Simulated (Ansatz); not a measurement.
## Ligand exchange: SnH(CH3)3 + C3H10Si → SnH(CH3)2(SiH3) + C4H10

Species: SnH(CH3)3, singlet; C3H10Si `CC(C)[SiH3]`, singlet; SnH(CH3)2(SiH3), singlet; C4H10 (isobutane) `CC(C)C`, singlet. The partners trade CH3 for SiH3: Sn–CH3 and C–SiH3 bonds give way to Sn–SiH3 and C–CH3.

Shapes, held fixed at every level: PBE0-D4/def2-TZVP. Programs: Ansatz 0.2.0. Electronic energies: no zero-point or thermal term.

```tsv
level	kind	ΔE (kJ/mol)	less CCSD(T)/def2-TZVPP
HF/def2-TZVPP	Hartree–Fock	-23.8	-5.2
r2SCAN-D4/def2-TZVPP	meta-GGA	-23.8	-5.2
B3LYP-D4/def2-TZVPP	global hybrid	-21.9	-3.3
wB97X-V/def2-TZVPP	range-separated hybrid	-21.2	-2.6
MP2/def2-TZVPP	perturbation theory	-14.4	+4.2
CCSD/def2-TZVPP	coupled cluster or CI	-19.5	-0.9
CCSD(T)/def2-TZVPP	coupled cluster or CI	-18.6	0.0
```

The highest level, CCSD(T)/def2-TZVPP, gives ΔE = -18.6 kJ/mol; the levels span -23.8 to -14.4. The column of differences is taken from that level and isn't an error. No measured value is set beside it here. For atoms past krypton def2 sets carry core potentials with scalar relativity. Outer-core shells of Sn are correlated in most correlated rows, in sets that cover them unevenly.

The exchange is modestly exothermic at every level, so its direction doesn't depend on the treatment of correlation, though its size does. Electronegativity alone would point the other way: two polarised bonds, Sn–C and Si–C, are replaced by the less polar Sn–Si and C–C. That the products still lie lower suggests that the compact, well-overlapping C–C bond, together with the modest cost of exchanging Sn–C for Sn–Si, outweighs the lost polarity. Branching probably helps, since a secondary carbon accommodates methyl well, whereas an electropositive silyl group generally prefers a less substituted carbon.

Correlation favours the reactants on balance: Hartree–Fock gives -23.8 kJ/mol and CCSD(T) -18.6. MP2 overshoots this shift, CCSD largely corrects it, and the triples change little more. The match between Hartree–Fock and r2SCAN-D4 is therefore probably fortuitous rather than a sign that correlation is unimportant. The reaction energy fixes only the balance of the exchange, not the individual bond strengths or the ease of ligand transfer.
